**Relativistic, Breit and QED steps in the ionisation energies of Lu19+ to Lu43+**

The table holds corrections to the total energy of lutetium ions from a B-spline atomic code: Dirac-Coulomb minus non-relativistic Hartree-Fock (configuration averages), with first-order retardation, self-energy and Wichmann-Kroll terms. The program tests a parameter-free sum of Slater-screened hydrogenic Dirac shifts and a penetrating-orbit term with a fitted slope and offset against the steps between neighbouring ions. The screened sum gives the total to 4–6 % but misses the steps (rms 25.9 eV, wrong sign for 4d and 4f); the two-parameter line leaves 4.6 eV and still fails for 4f and most 4d rows. The output lists Gaunt, retardation and QED steps by shell and compares four ionisation energies with tabulated values, showing that averaging over j can cost as much as omitting relativity for 4p and 4d, while Breit terms matter at the eV level for 4s and 4p and the self-energy for 4s.

Calculated values. Lutetium ions, B-spline radial atomic code version 1: Dirac-Coulomb (Fermi nucleus) and non-relativistic (point nucleus) Hartree-Fock, averaged over the configuration. Retardation and QED terms are first-order values on the Dirac orbitals, not in the totals; the self-energy is from the Flambaum-Ginges radiative potential, with K- and L-shell values fixed to hydrogenic ones.

## Program and output

```python
# Table: corrections to total energy (hartree) of Lu19+..Lu43+; B-spline atomic code, Dirac-Coulomb HF vs non-rel. HF,
# configuration average, first-order Breit/QED. Tested: A Slater-screened Dirac sum, B penetrating-orbit term + offset for IE steps.
T = {
    'ion': ['Lu19+', 'Lu20+', 'Lu21+', 'Lu22+', 'Lu23+', 'Lu24+', 'Lu25+', 'Lu26+', 'Lu27+', 'Lu28+', 'Lu29+', 'Lu30+', 'Lu31+', 'Lu32+', 'Lu33+', 'Lu34+', 'Lu35+', 'Lu36+', 'Lu37+', 'Lu38+', 'Lu39+', 'Lu40+', 'Lu41+', 'Lu42+', 'Lu43+'],
    'Z': [71, 71, 71, 71, 71, 71, 71, 71, 71, 71, 71, 71, 71, 71, 71, 71, 71, 71, 71, 71, 71, 71, 71, 71, 71],
    'charge': [19, 20, 21, 22, 23, 24, 25, 26, 27, 28, 29, 30, 31, 32, 33, 34, 35, 36, 37, 38, 39, 40, 41, 42, 43],  # e
    'N': [52, 51, 50, 49, 48, 47, 46, 45, 44, 43, 42, 41, 40, 39, 38, 37, 36, 35, 34, 33, 32, 31, 30, 29, 28],
    'configuration': ['[Kr] 4d10 4f6', '[Kr] 4d10 4f5', '[Kr] 4d10 4f4', '[Kr] 4d10 4f3', '[Kr] 4d10 4f2', '[Kr] 4d10 4f1', '[Kr] 4d10', '[Kr] 4d9', '[Kr] 4d8', '[Kr] 4d7', '[Kr] 4d6', '[Kr] 4d5', '[Kr] 4d4', '[Kr] 4d3', '[Kr] 4d2', '[Kr] 4d1', '[Ar] 3d10 4s2 4p6', '[Ar] 3d10 4s2 4p5', '[Ar] 3d10 4s2 4p4', '[Ar] 3d10 4s2 4p3', '[Ar] 3d10 4s2 4p2', '[Ar] 3d10 4s2 4p1', '[Ar] 3d10 4s2', '[Ar] 3d10 4s1', '[Ar] 3d10'],
    'rel': [-720.22, -720.49, -720.77, -721.06, -721.37, -721.69, -722.03, -722.11, -722.19, -722.27, -722.33, -722.39, -722.44, -722.48, -722.52, -722.54, -722.55, -721.07, -719.54, -717.96, -716.32, -714.62, -712.86, -708.66, -704.34],  # hartree
    'retardation': [-1.754, -1.754, -1.754, -1.754, -1.754, -1.754, -1.754, -1.751, -1.747, -1.744, -1.74, -1.736, -1.731, -1.727, -1.722, -1.717, -1.711, -1.7, -1.688, -1.676, -1.664, -1.651, -1.638, -1.631, -1.623],  # hartree
    'self_energy': [11.95, 11.95, 11.95, 11.96, 11.96, 11.96, 11.96, 11.96, 11.97, 11.97, 11.97, 11.97, 11.97, 11.98, 11.98, 11.98, 11.99, 11.98, 11.98, 11.98, 11.98, 11.97, 11.97, 11.92, 11.87],  # hartree
    'Wichmann_Kroll': [0.07989, 0.0799, 0.07991, 0.07991, 0.07992, 0.07993, 0.07994, 0.07995, 0.07996, 0.07998, 0.07999, 0.08001, 0.08002, 0.08004, 0.08005, 0.08007, 0.08008, 0.08009, 0.0801, 0.0801, 0.08011, 0.08011, 0.08012, 0.07981, 0.07949],  # hartree
    'se_1s': [9.613, 9.613, 9.613, 9.613, 9.612, 9.612, 9.612, 9.612, 9.612, 9.612, 9.612, 9.612, 9.612, 9.612, 9.612, 9.612, 9.612, 9.612, 9.613, 9.613, 9.613, 9.614, 9.614, 9.614, 9.615],  # hartree
}
import numpy as np, re
from scipy.constants import alpha as a, physical_constants as pc
Ha=pc['Hartree energy in eV'][0]; cm=100*pc['inverse meter-electron volt relationship'][0]; a0=pc['Bohr radius'][0]*1e15
Z=T['Z'][0]; q=np.array(T['charge'])
rel,ret,se,wk,s1=[np.array(T[k],float) for k in ('rel','retardation','self_energy','Wichmann_Kroll','se_1s')]
# further outputs of the same runs: IE (eV) q=19..42, Gaunt (Ha) q=19..43; sum r^2 and Darwin at q=19,25,35,41,43
IN=np.array([497.0805,539.1551,582.4089,626.8218,672.3758,719.0547,948.9629,995.0698,1041.808,1089.174,1137.166,1185.78,1235.016,1284.87,1335.341,1386.428,1577.653,1627.947,1678.688,1729.874,1781.504,1833.578,1955.807,2010.543])
ID=np.array([489.8868,531.5505,574.4085,618.4403,663.6277,709.9543,946.615,992.8889,1039.808,1087.368,1135.568,1184.405,1233.877,1283.982,1334.719,1386.087,1617.839,1669.607,1721.845,1774.551,1827.724,1881.363,2070.169,2128.178])
G=np.array([16.59375,16.59641,16.59913,16.60191,16.60475,16.60764,16.6106,16.59076,16.57,16.54834,16.52576,16.50229,16.47791,16.45265,16.4265,16.39948,16.37159,16.30241,16.23136,16.15843,16.08364,16.00697,15.92845,15.86538,15.80129])
r2D=np.array([7.927389,5.526743,2.617257,1.251625,0.8533606]); r2N=np.array([8.117664,5.740067,2.795516,1.352075,0.9062514])
dar=np.array([1518.376,1519.169,1521.606,1523.495,1512.791]); ib=[0,6,16,22,24]
def occ(c):
    c=c.replace('[Kr]','[Ar] 3d10 4s2 4p6').replace('[Ar]','1s2 2s2 2p6 3s2 3p6')
    return {(int(n),'spdf'.index(l)):int(x) for n,l,x in re.findall(r'(\d)([spdf])(\d+)',c)}
dir1=lambda n,k,z:(1/np.sqrt(1+(z*a/(n-k+np.sqrt(k*k-(z*a)**2)))**2)-1)/a**2+z*z/(2*n*n)
shift=lambda n,l,z: dir1(n,1,z) if l==0 else (l*dir1(n,l,z)+(l+1)*dir1(n,l+1,z))/(2*l+1)
def w(s,t):
    gs,gt=(s[0],max(s[1],1)),(t[0],max(t[1],1))
    if gs==gt: return 0.30 if s[0]==1 else 0.35
    return 0 if gt>gs else (0.85 if s[1]<2 and t[0]==s[0]-1 else 1.0)
parts=lambda o:{s:x*shift(*s,Z-sum((y-(t==s))*w(s,t) for t,y in o.items())) for s,x in o.items()}
O=[occ(c) for c in T['configuration']]; A=np.array([sum(parts(o).values()) for o in O])
L=np.array([[s[1] for s in O[i] if O[i][s]!=O[i+1].get(s,0)][0] for i in range(len(O)-1)])
d=lambda x:np.diff(x)*Ha
dr,dA,dG,dt,ds,dw=map(d,(rel,A,G,ret,se,wk)); q0=q[:-1]
print('totals (Ha) min..max: '+'; '.join(f'{n} {x.min():.5g}..{x.max():.5g}' for n,x in (('rel',rel),('Gaunt',G),('SE',se),('ret',ret),('WK',wk),('SE1s',s1))))
print(f'K share of SE {100*(s1/se).min():.1f}..{100*(s1/se).max():.1f} %; ret/Gaunt {(ret/G).min():.3f}..{(ret/G).max():.3f}; SE/WK {(se/wk).min():.1f}..{(se/wk).max():.1f}')
print(f'Lu24+: Za={Z*a:.3f}; rel/(Z^4a^2) {rel[5]/(Z**4*a*a):.2f}; Gaunt/(Z^3a^2) {G[5]/(Z**3*a*a):.2f}; SE/(Z^4a^3/pi) {se[5]/(Z**4*a**3/np.pi):.2f}')
print(f'rounding floor of a step (eV): rel, SE {0.01*Ha:.2f}; ret {0.001*Ha:.3f}; WK {1e-5*Ha:.4f}')
p=parts(O[6]); print(f'A total error {100*(A/rel-1).min():.1f}..{100*(A/rel-1).max():.1f} %; Lu25+ model {A[6]:.0f} Ha, shares n=1..4 (%):',[round(float(100*sum(v for s,v in p.items() if s[0]==n)/A[6])) for n in (1,2,3,4)])
ns=(q0+1)/np.sqrt(2*IN/Ha); D=Z**2*(q0+1)**2*a*a/(2*ns**3)*(np.where(L==0,1,1/(L+.5))-3/16)*Ha
c1,c0=np.polyfit(D,dr,1); res=c1*D+c0-dr; iw=np.argsort(-abs(res))[:3]
print(f'B: step = {c1:.2f} D {c0:+.1f} eV, rms {res.std():.1f} eV (A rms {np.sqrt(np.mean((dA-dr)**2)):.1f}); worst',[(T['ion'][i],round(float(res[i]),1)) for i in iw])
print('change of IE in eV: ion shell | rel(table) rel(IE outputs) % of IE | A, D, B | Gaunt ret SE WK')
for l in (3,2,1,0):
    for i in np.where(L==l)[0][[0,-1]]:
        print(f"{T['ion'][i]} 4{'spdf'[l]} | {dr[i]:.1f} {ID[i]-IN[i]:.2f} {100*(ID[i]/IN[i]-1):.2f}% | {dA[i]:.1f}, {D[i]:.1f}, {c1*D[i]+c0:.1f} | {dG[i]:.2f} {dt[i]:.2f} {ds[i]:.2f} {dw[i]:.4f}")
print('shell means per electron (eV; floor = step floor / count): rel Gaunt ret SE WK | mean B residual | r2 loss Dirac/NR | Darwin Ha/electron')
for j,l in enumerate((3,2,1,0)):
    m=L==l; print(f"4{'spdf'[l]} x{m.sum()}: {dr[m].mean():.2f} {dG[m].mean():.3f} {dt[m].mean():.3f} {ds[m].mean():.3f} {dw[m].mean():.5f} | {res[m].mean():.1f} | {np.diff(r2D)[j]/np.diff(r2N)[j]:.3f} | {np.diff(dar)[j]/m.sum():.3f}")
print('WK/Darwin x1e5 at q=19,25,35,41,43:',np.round(1e5*wk[ib]/dar,3),' SE/Darwin x1e3:',np.round(1e3*se[ib]/dar,3))
# further outputs, Lu24+ Dirac run: densities over nucleus, rms radius, orbital shifts and energies
fn=lambda rho:2*np.pi/3*Z*rho*(5.37/a0)**2
print(f'finite nucleus, first-order estimate: total {fn(1026379):.1f} Ha; one 4s electron {fn(3568.466)*Ha:.2f} eV')
print(f'Lu24+ orbital SE (eV): 4s 1.14, 4p mean {(0.09538+2*0.14900)/3:.2f}, 4d mean {(-2*0.004795+3*0.026581)/5:.3f}; 4s vac. pol. -0.19')
print(f'Lu24+ 4f: frozen Breit effect on IE {-(3*0.49008+4*0.34211)/7:.2f} eV; relaxed Gaunt step {dG[5]:+.2f}; all corrections {710.0784-ID[5]:+.2f}')
print(f'Lu24+ Dirac j splittings (eV): 4p {(41.90419-39.53075)*Ha:.1f}, 4d {(33.46865-32.99385)*Ha:.1f}, 4f {(26.21781-26.11505)*Ha:.2f}')
print(f'from non-rel. zeta (eV): 4p Lu38+ {1.5*344479.7*cm:.1f}, 4d Lu31+ {2.5*45983.25*cm:.1f}')
# further outputs: tabulated IE (eV), uncertainty, one-electron j shift of the electron removed
ref=[(24,713,7,4/7*(26.21781-26.11505)*Ha),(31,1242,4,1.5*45983.25*cm),(38,1747,4,-0.5*344479.7*cm),(42,IN[23]+114.957,None,0.0)]
print('IE minus tabulated (eV): NR, Dirac, +j shift, +Gaunt+ret, +SE(shell mean) | j shift, Breit0, SE | tabulated, unc.')
for c,r,u,f in ref:
    i=c-19; e=ID[i]-r; b=dG[i]+dt[i]; s=ds[L==L[i]].mean()
    print(f'Lu{c}+: {IN[i]-r:+.1f}, {e:+.1f}, {e+f:+.1f}, {e+f+b:+.1f}, {e+f+b+s:+.1f} | {f:+.1f}, {b:+.2f}, {s:+.2f} | {r:.1f}, {u}')
print(f'max |table step - IE difference| {abs(dr-(ID-IN)).max():.2f} eV; radial orbitals Lu24+: NR {len(O[5])}, Dirac {sum(1+(s[1]>0) for s in O[5])}')
assert (dr[L>=2]<0).all() and (dr[L<2]>0).all()
assert dr[L==0].min()>dr[L==1].max()>abs(dr[L>=2]).max()
assert np.ptp(s1)<0.005 and abs(dw).max()<0.01
assert abs(dr-(ID-IN)).max()<0.01*Ha+0.02
```

It prints:

```
totals (Ha) min..max: rel -722.55..-704.34; Gaunt 15.801..16.611; SE 11.87..11.99; ret -1.754..-1.623; WK 0.07949..0.08012; SE1s 9.612..9.615
K share of SE 80.2..81.0 %; ret/Gaunt -0.106..-0.103; SE/WK 149.3..149.7
Lu24+: Za=0.518; rel/(Z^4a^2) -0.53; Gaunt/(Z^3a^2) 0.87; SE/(Z^4a^3/pi) 3.80
rounding floor of a step (eV): rel, SE 0.27; ret 0.027; WK 0.0003
A total error -5.7..-4.2 %; Lu25+ model -682 Ha, shares n=1..4 (%): [57, 33, 9, 1]
B: step = 1.04 D -19.3 eV, rms 4.6 eV (A rms 25.9); worst [('Lu19+', -7.8), ('Lu42+', -7.5), ('Lu20+', -7.2)]
change of IE in eV: ion shell | rel(table) rel(IE outputs) % of IE | A, D, B | Gaunt ret SE WK
Lu19+ 4f | -7.3 -7.19 -1.45% | 0.2, 4.0, -15.1 | 0.07 0.00 0.00 0.0003
Lu24+ 4f | -9.3 -9.10 -1.27% | 0.4, 5.5, -13.5 | 0.08 0.00 0.00 0.0003
Lu25+ 4d | -2.2 -2.35 -0.25% | 1.5, 17.4, -1.1 | -0.54 0.08 0.00 0.0003
Lu34+ 4d | -0.3 -0.34 -0.02% | 3.6, 22.8, 4.5 | -0.76 0.16 0.27 0.0003
Lu35+ 4p | 40.3 40.19 2.55% | 14.1, 60.7, 44.1 | -1.88 0.30 -0.27 0.0003
Lu40+ 4p | 47.9 47.79 2.61% | 20.5, 66.8, 50.4 | -2.14 0.35 0.00 0.0003
Lu41+ 4s | 114.3 114.36 5.85% | 39.6, 121.8, 107.8 | -1.72 0.19 -1.36 -0.0084
Lu42+ 4s | 117.6 117.63 5.85% | 42.2, 124.0, 110.1 | -1.74 0.22 -1.36 -0.0087
shell means per electron (eV; floor = step floor / count): rel Gaunt ret SE WK | mean B residual | r2 loss Dirac/NR | Darwin Ha/electron
4f x6: -8.21 0.076 0.000 0.045 0.00023 | -6.1 | 1.010 | 0.132
4d x10: -1.41 -0.650 0.117 0.082 0.00038 | 3.1 | 0.988 | 0.244
4p x6: 43.95 -2.010 0.331 -0.091 0.00018 | 3.3 | 0.946 | 0.315
4s x2: 115.92 -1.730 0.204 -1.361 -0.00857 | -7.0 | 0.893 | -5.352
WK/Darwin x1e5 at q=19,25,35,41,43: [5.262 5.262 5.263 5.259 5.255]  SE/Darwin x1e3: [7.87  7.873 7.88  7.857 7.846]
finite nucleus, first-order estimate: total 1.6 Ha; one 4s electron 0.15 eV
Lu24+ orbital SE (eV): 4s 1.14, 4p mean 0.13, 4d mean 0.014; 4s vac. pol. -0.19
Lu24+ 4f: frozen Breit effect on IE -0.41 eV; relaxed Gaunt step +0.08; all corrections +0.12
Lu24+ Dirac j splittings (eV): 4p 64.6, 4d 12.9, 4f 2.80
from non-rel. zeta (eV): 4p Lu38+ 64.1, 4d Lu31+ 14.3
IE minus tabulated (eV): NR, Dirac, +j shift, +Gaunt+ret, +SE(shell mean) | j shift, Breit0, SE | tabulated, unc.
Lu24+: +6.1, -3.0, -1.4, -1.4, -1.3 | +1.6, +0.08, +0.05 | 713.0, 7
Lu31+: -7.0, -8.1, +0.4, -0.1, -0.1 | +8.6, -0.58, +0.08 | 1242.0, 4
Lu38+: -17.1, +27.6, +6.2, +4.5, +4.4 | -21.4, -1.71, -0.09 | 1747.0, 4
Lu42+: -115.0, +2.7, +2.7, +1.2, -0.2 | +0.0, -1.53, -1.36 | 2125.5, None
max |table step - IE difference| 0.20 eV; radial orbitals Lu24+: NR 10, Dirac 16
```
